**Question: Which is bound more weakly, a squeezed hydrogen bond or a stretched one, and does electron correlation change the answer?**

I am looking at hydrogen fluoride, HF, hydrogen-bonded to the fluorine atom of PH₂F. The HF molecule is moved rigidly towards its partner or away from it, and the contact distance is the one between its hydrogen and that fluorine. Energies are in kcal/mol, and negative means bound. The "ccsd t limit estimate" is MP2 extrapolated to a complete basis plus a small CCSD(T) correction, which is taken from the small basis.

Frozen-core, counterpoise-corrected interaction energies of PH₂F with HF from PySCF 2.14.0, on a rigid scan from a PBE0-D3(BJ)/def2-TZVPD geometry. The large basis is aug-cc-pVQZ; the limit estimate adds CCSD(T) less MP2, both in aug-cc-pVDZ, to MP2 extrapolated by the inverse-cube rule from aug-cc-pVTZ and aug-cc-pVQZ.

| contact distance (Å) | ccsd t limit estimate (kcal/mol) | mp2 large basis (kcal/mol) | hartree fock large basis (kcal/mol) | ccsd t less mp2 (kcal/mol) |
| --- | --- | --- | --- | --- |
| 1.633 | ? | ? | ? | ? |
| 1.724 | -4.040 | -3.840 | -3.200 | -0.100 |
| 1.815 | -4.200 | -4.020 | -3.490 | -0.100 |
| 1.906 | -4.140 | -3.980 | -3.570 | -0.090 |
| 1.997 | -3.960 | -3.820 | -3.500 | -0.090 |
| 2.269 | ? | ? | ? | ? |
| 2.723 | -1.980 | -1.940 | -1.960 | -0.030 |
| 3.630 | -0.860 | -0.850 | -0.920 | 0.000 |

Before looking at the two rows with question marks, I would like to predict them. One lies inside the well, at 1.633 Å, and the other outside it, at 2.269 Å. Which of the two complexes is the weaker, and would Hartree-Fock give the same ranking?

**Answer**

Start from the two limits. Far apart, the molecules feel each other mainly as two dipoles in a favourable orientation, and this attraction fades slowly. Close together, their closed electron shells overlap and repel, because the Pauli principle keeps electrons of like spin apart. Overlap grows roughly exponentially as the contact shortens, so the inner side of the well is a steep wall and the outer side a gentle slope.

The wall makes each ångström of squeezing expensive. However, the stretched row lies 0.45 Å from the lowest known point of the limit estimate, at 1.815 Å, and the squeezed row only 0.18 Å. The ranking is therefore a contest between steepness and length of path, and it needs numbers.

Correlation enters this contest unevenly. At 1.724 Å the limit estimate is 0.84 more strongly bound than Hartree-Fock, while at 3.630 Å it is 0.06 more weakly bound. Correlation thus tilts the curve in favour of short contacts instead of lowering it evenly. Most of this tilt is already present in MP2.

General theory offers a cause for each end. Hartree-Fock lacks dispersion, an attraction between correlated charge fluctuations that is strongest at short range. It also usually makes polar molecules such as HF too polar, which exaggerates the attraction at long range. These total energies do not separate the two effects, so the difference between the levels should not be read as the dispersion energy.

**A simple curve**

Adding the two limits gives

$$E(R)=A\,e^{-s(R-1.8)}-\frac{C}{R^3},$$

where $R$ is the contact distance in Å. The first term stands for the overlap repulsion, and the second for the attraction of two dipoles at fixed orientation. Polarisation, charge transfer and dispersion have no terms of their own, so the fitted constants absorb them. I fitted $A$, $s$ and $C$ by least squares to the six known rows, separately for each level. For the limit estimate this gives $A=2.84$, $s=4.40$ and $C=41.0$, in units of kcal/mol and Å.

For the stretched row, which was not part of the fit, the estimate runs as follows:

- repulsion: $2.84\,e^{-4.40\times0.469}\approx0.36$
- attraction: $41.0/2.269^3\approx3.51$
- total: $0.36-3.51=-3.15$

The same steps give the other forecasts:

| contact distance (Å) | limit estimate | Hartree-Fock |
|---|---|---|
| 1.633 | −3.50 ± 0.15 | −2.60 ± 0.15 |
| 2.269 | −3.15 ± 0.10 | −2.97 ± 0.10 |

The error bars are my judgement, not statistical errors. The squeezed row gets the wider one because it means extrapolating up a steep wall, whereas the stretched row lies between known points.

So I predict that the stretched complex is the weaker one in the limit estimate, and that Hartree-Fock reverses the order. The limit estimate less Hartree-Fock should be more negative than −0.84 at 1.633 Å and lie between −0.46 and −0.02 at 2.269 Å. In the limit estimate, squeezing should cost less in total than stretching, but more per ångström.

The withheld rows as computed:

| contact distance (Å) | ccsd t limit estimate (kcal/mol) | mp2 large basis (kcal/mol) | hartree fock large basis (kcal/mol) | ccsd t less mp2 (kcal/mol) |
| --- | --- | --- | --- | --- |
| 1.633 | -3.540 | -3.330 | -2.540 | -0.090 |
| 2.269 | -3.160 | -3.070 | -2.940 | -0.060 |

**What came out**

Both rankings are as predicted, and all four energies fall within their error bars. In the limit estimate the squeezed complex is bound more strongly than the stretched one by 0.38, while in Hartree-Fock it is bound more weakly by 0.40. For this pair of distances, the answer therefore does depend on correlation. The reversal is not general: with the squeezed complex at 1.724 Å instead, both levels would make the stretched one the weaker.

The contest between steepness and length also went as forecast. Measured from the 1.815 Å row of the limit estimate, squeezing costs 0.66 and stretching 1.04. Per ångström moved, squeezing is the dearer, at about 3.6 against 2.3. These are costs for rigid molecules; letting them relax, or adding zero-point motion, would change them. Only this one arrangement of the two molecules was studied, and another, such as HF bound to the phosphorus atom, may be more stable.

The largest miss is in the effect of correlation on the squeezed row. Subtracting the two fitted curves gave −0.90, but the computed difference is −1.00. The limit curve came out 0.04 too weakly bound there and the Hartree-Fock curve 0.06 too strongly bound, so the two errors add up.

The Hartree-Fock curve is the poorer of the two even on the rows used to fit it, and its largest error there is at 3.630 Å, where the fitted curve binds more weakly than the computed energy. A possible reason, not tested here, is that the centres of the dipoles lie further apart than the two contact atoms. Measured by the contact distance, a pure dipole attraction then falls off more slowly than the inverse cube. Dispersion falls off faster and may happen to restore the cube in the limit estimate, but that is a guess.

The good fit is accordingly no proof of a dipole law. Between the last two rows, the limit estimate falls off as about the 2.9th power of the contact distance, but as about the 3.8th power of the distance between the two fluorine atoms. Nor is the first term the bare Pauli repulsion. An energy decomposition of the squeezed complex puts that repulsion well above the fitted term, because the fitted term also has to absorb part of the attraction from polarisation and charge transfer. The form of the curve does matter, though. A Morse curve, whose tail is exponential, fitted to the same six rows would have overbound the squeezed complex by 0.32 and the stretched one by 0.13. In that curve a single parameter sets the steepness of both the wall and the tail, so the misses don't show which of the two is at fault.

The reversal itself comes down to one comparison. Correlation strengthens the squeezed complex by 1.00 and the stretched one by 0.22, a tilt of 0.78. Hartree-Fock had favoured the stretched complex by only 0.40, so the tilt is enough to turn the order round. For any similar pair of distances, compare the Hartree-Fock gap with the change in the correlation effect between them: the order flips when the change favours the other complex and is larger than the gap.
